The quantity is the electronic energy of the anion HO–SiH₂⁻ as its O–Si distance $r$ (the stretch, in Å) is changed rigidly: OH stays fixed, and SiH₂ moves as an unrelaxed unit. Energies are in eV, and each level is counted from its own energy at one common structure, the PBE0-D4 minimum $r_0$. CCSD(T) serves as the reference for MP2, r2SCAN-D4 and PBE-D4. The T1 diagnostic measures the size of the single-excitation amplitudes, and values above about 0.02 are the usual sign that one determinant is becoming a poor start. Two yardsticks set the accuracy: $kT$ at 298 K, 0.026 eV, which changes a Boltzmann population by a factor of $e$, and 1 kcal/mol, 0.043 eV.

Rigid scan of the O–Si distance in gas-phase HO–SiH₂⁻, with all else held as in the PBE0-D4/def2-TZVP minimum (1.759 Å), where the energy at each level is set to zero. Energies were computed with Ansatz 0.2.0 in the def2-TZVPPD basis, with frozen cores in MP2 and CCSD(T).

| stretch (Å) | CCSD(T) (eV) | PBE-D4 (eV) | r2SCAN-D4 (eV) | MP2 (eV) | r2SCAN-D4 less CCSD(T) (eV) | T1 diagnostic |
| --- | --- | --- | --- | --- | --- | --- |
| 1.442 | 1.8081 | 1.8556 | 1.7343 | 1.8149 | -0.0738 | 0.014 |
| 1.516 | 0.9227 | 0.9692 | 0.8759 | 0.9280 | -0.0468 | 0.014 |
| 1.625 | 0.2371 | 0.2691 | 0.2182 | 0.2399 | -0.0189 | 0.014 |
| 1.752 | 0.0015 | 0.0033 | 0.0009 | 0.0016 | -0.0006 | 0.015 |
| 1.759 | 0.0000 | 0.0000 | 0.0000 | 0.0000 | 0.0000 | n/a |
| 1.892 | 0.1116 | 0.0706 | 0.1180 | 0.1091 | 0.0064 | 0.015 |
| 2.043 | 0.4262 | 0.3352 | 0.4306 | 0.4223 | 0.0044 | 0.017 |
| 2.204 | 0.8345 | 0.6920 | 0.8320 | 0.8316 | -0.0025 | 0.018 |
| 2.373 | 1.2605 | 1.0713 | 1.2497 | 1.2624 | -0.0108 | 0.020 |
| 2.550 | 1.6649 | 1.4343 | 1.6452 | 1.6754 | -0.0197 | 0.023 |

### Two ways for a curve to be wrong

A cheaper method can put the well in the wrong place, or make it too soft. A displaced curve errs in proportion to the slope, so the error is largest on the steep inner wall and changes sign across the well. A softened curve errs in proportion to the energy, with one sign on both sides. For a bond that is too long and too soft, the two errors therefore oppose each other on compression and reinforce each other on stretching.

Let $f(r)$ be the CCSD(T) curve, $\delta$ the shift and $s$ the fractional change of scale. The cheaper curve, zero at $r_0$, is $(1+s)[f(r-\delta)-f(r_0-\delta)]$. Expanding to first order and subtracting $f$ gives the error

$$\Delta(r)\approx s\,f(r)-\delta\,[f'(r)-f'(r_0)].$$

This model was fitted to all rows for each level, with $f$ a spline, and a separate quartic in $1-r_0/r$ through the rows from 1.516 to 2.043 Å gave each level's bond length and force constant; both are printed after the text. The model describes the shape of an error, while its cause has to come from elsewhere.

### The wall: 1.442 and 1.516 Å

PBE looks good here in relative terms: in the first row it lies 2.6 % above CCSD(T), although those 0.048 eV already exceed 1 kcal/mol. The fit shows this to be a cancellation: the shift contributes +0.28 eV and the softness −0.24 eV. A small error on the wall is thus no evidence that the functional has the bond right.

For r2SCAN these are the two worst rows, −0.074 and −0.047 eV, and the only ones beyond 1 kcal/mol. Its bond is slightly short and slightly soft, so both terms are negative. With a slope near −15 eV/Å, a shift of a few thousandths of an ångström supplies two thirds of the first error. Part of that gap may belong to the reference, because a finite basis and frozen Si 2s2p shells typically leave CCSD(T) too repulsive at short range; how much is untested here.

MP2 lies within 0.007 eV of CCSD(T), and the parts of the energy at 1.442 Å show why for that row. Compression costs correlation energy on top of the Hartree–Fock rise. CCSD loses 0.175 eV and the triples another 0.035 eV, while MP2 loses 0.216 eV in one step. MP2's overshoot of CCSD happens to match the triples term, so it ends closer to the reference than CCSD does. It also shares the basis and frozen core of CCSD(T), so the agreement would survive a bias common to both.

### The well: 1.625 to 1.892 Å

These rows decide structures and vibrations, since the classical turning points of the fragments' zero-point motion lie only about 0.07 Å to either side. All four energies at 1.752 Å are positive and still falling towards the common zero, PBE's most steeply, and the quartic puts every level's own minimum beyond $r_0$. For CCSD(T) it lies at 1.767 Å. PBE's own minimum is the deepest, 0.006 eV below the zero, which bounds what the choice of zero adds to any error.

With the fragments held rigid, the bond is, relative to CCSD(T), 0.001 Å longer with MP2, 0.005 Å shorter with r2SCAN and 0.017 Å longer with PBE. For a target of 0.01 Å the first two pass and PBE fails. The difference between MP2 and r2SCAN is real within this basis, but too fine to rank them against nature before a larger basis and Si core correlation are tried.

Stiffness separates the levels the same way. The force constant $k$ is low by 0.5 % with MP2, 1.2 % with r2SCAN and 11.4 % with PBE, and a frequency, going as $\sqrt{k}$, errs by half as much. For PBE that is about 40 cm⁻¹ on a two-body stretch of rigid fragments, which is a guide to the normal mode and not the mode itself. The quartic has four parameters for five energies, so its tiny residuals are a weak test; a Morse fit to all rows gives a slightly higher $k$ at every level but the same order.

In energy PBE is 37 % low at 1.892 Å relative to CCSD(T), its largest relative error apart from the row at 1.752 Å, where the energies are nearly zero. Of those −0.041 eV the fit assigns −0.034 to the shift. An error of this size already exceeds $kT$, whereas r2SCAN and MP2 stay below $kT$ throughout the well.

### The stretched bond: 2.043 to 2.550 Å

Single-reference methods usually fail when a bond breaks into two radicals. Standard chemistry argues that this bond is different: OH binds an electron more strongly than SiH₂ does, so the lowest exit is OH⁻ plus singlet SiH₂, with the bonding pair leaving intact on oxygen. The numbers fit that picture: T1 rises only from 0.014 to 0.023, MP2 stays within 0.011 eV of CCSD(T), and the closed-shell Hartree–Fock solution is stable against spin-symmetry breaking at every scanned distance. T1 and the error of MP2 are nevertheless largest in the last row, where T1 is past the usual mark of 0.02, so trust should not be carried past the table's end.

PBE's error in the last row can be estimated from its rows nearer the minimum, once the CCSD(T) curve is known. The quartic, which excludes the last three rows, gives $\delta=+0.0171$ Å and $s=-0.114$. The slope at the common zero follows from the CCSD(T) force constant and minimum, and the spline gives 2.1 eV/Å at the last row:

$$f'(r_0)\approx-17.98\,(1.7672-1.7586)=-0.15\ \text{eV/Å},$$

$$\Delta(2.550)\approx-0.114\times1.665-0.0171\,(2.1+0.15)=-0.190-0.038=-0.228\ \text{eV}.$$

The table gives $1.4343-1.6649=-0.231$ eV for a PBE row that was not part of that fit. Over the scanned range, PBE's softness therefore acts as one nearly uniform factor, already visible in the force constant. Delocalisation error, which over-stabilises charge shared between two fragments, is a known source of such softness, but for this anion it remains an untested guess.

For r2SCAN the shift term is positive and the scale term negative, so they partly cancel: the error falls from +0.004 eV at 2.043 Å through zero to −0.020 eV in the last row. Differences of a few meV are too small to judge r2SCAN against nature without a larger basis. For MP2 the model fails: its residual of 0.003 eV is as large as most of the errors it should describe. The last row is not dissociation, since CCSD(T) still climbs 0.40 eV over the final step and the fragments are unrelaxed, so the Morse depth is an extrapolation and no binding energy.

### Cost and choice

Formal operation counts for this molecule are of order $10^9$ for the MP2 step and $10^{11}$ each for CCSD and the triples, a gap of one to two orders of magnitude. Doubling the molecule multiplies the work by roughly 8 to 16 for a functional, 32 for MP2 and 128 for (T). The two functionals scale alike, so PBE's larger error buys little saving.

For this bond, r2SCAN-D4 serves for bond length and stiffness, and keeps energies within $kT$ of CCSD(T) from 1.625 Å outward, and MP2 holds that accuracy in every row. PBE-D4 misses 1 kcal/mol in six of the nine rows other than the zero. CCSD(T) is worth its price at the two ends: with a larger basis and Si core correlation on the wall, and as a watch on T1 wherever the bond is pulled long.

Output of the analysis:

```
kT(298 K) 0.0257 eV; 1 kcal/mol 0.0434 eV; rounding: energy 0.00005 eV, difference 0.0001 eV
Morse, all rows: De(eV) a(1/A) re(A) k(eV/A2) rms(eV) worst fit-table (eV) at r
 CCSD(T)   2.98  1.751  1.7701  18.31  0.0084 +0.0139 at 1.516
 MP2       3.04  1.734  1.7717  18.25  0.0094 +0.0154 at 1.516
 r2SCAN    2.92  1.761  1.7659  18.09  0.0090 +0.0148 at 1.516
 PBE       2.60  1.772  1.7872  16.35  0.0089 +0.0147 at 1.516
Quartic in 1-r0/r, rows 1.516-2.043: re(A) k(eV/A2) own min(eV) two-body cm-1, max resid(eV)
 CCSD(T)   1.7672  17.98  -0.0007   671  0.0000
 MP2       1.7684  17.89  -0.0009   670  0.0000
 r2SCAN    1.7625  17.76  -0.0001   667  0.0000
 PBE       1.7844  15.94  -0.0056   632  0.0000
CCSD(T) zero-point turning distance 0.068 A
CCSD(T) spline slope -14.9 eV/A at 1.442, 2.1 at 2.550; last step rises 0.404 eV
a rounding of 0.0005 A in r is worth 0.0074 eV on the wall
Shift+scale model: shift(A) scale(%) rms(eV) | quartic: d re(A) d k(%) d freq(%)
 MP2      +0.0002  +0.29  0.0031 | +0.0011   -0.5   -0.3
 r2SCAN   -0.0034  -1.51  0.0019 | -0.0047   -1.2   -0.6
 PBE      +0.0184 -11.36  0.0023 | +0.0171  -11.4   -5.8
r(A)   MP2-CC | r2SCAN-CC shift scale resid | PBE-CC shift scale resid (eV) | PBE %
1.442 +0.0068 | -0.0738 -0.050 -0.027 -0.003 | +0.0475 +0.281 -0.237 -0.004 | +2.6
1.516 +0.0053 | -0.0468 -0.031 -0.013 +0.002 | +0.0465 +0.176 -0.125 +0.005 | +5.0
1.625 +0.0028 | -0.0189 -0.012 -0.003 +0.003 | +0.0320 +0.070 -0.035 +0.003 | +13.5
1.892 -0.0025 | +0.0064 +0.006 -0.002 -0.002 | -0.0410 -0.034 -0.009 -0.002 | -36.7
2.043 -0.0039 | +0.0044 +0.009 -0.007 -0.002 | -0.0910 -0.050 -0.043 -0.002 | -21.4
2.204 -0.0029 | -0.0025 +0.009 -0.013 -0.001 | -0.1425 -0.054 -0.089 +0.000 | -17.1
2.373 +0.0019 | -0.0108 +0.009 -0.019 +0.000 | -0.1892 -0.051 -0.137 +0.001 | -15.0
2.550 +0.0105 | -0.0197 +0.008 -0.025 +0.002 | -0.2306 -0.045 -0.184 +0.001 | -13.9
Largest |error| (eV): r<1.6, 1.6-1.9, r>1.9; rows over kT, over 1 kcal/mol (of 9)
 MP2       0.0068  0.0028  0.0105  0 0
 r2SCAN    0.0738  0.0189  0.0197  2 2
 PBE       0.0475  0.0410  0.2306  8 6
At 1.442: HF 1.599, CCSD corr +0.175, triples +0.035, MP2 corr +0.216 eV
 HF-CC -0.209, CCSD-CC -0.035, MP2 corr less CCSD corr +0.041 eV
 D4 part: PBE -0.0032, r2SCAN -0.0005 eV
T1 0.014 to 0.023; rows at or above 0.020: 2
Formal counts: MP2 oN^4 3e+09, CCSD 10 o^2v^4 1e+11, (T) o^3v^4 9e+10
Doubling the size: DFT x8-16, MP2 x32, CCSD x64, (T) x128
```
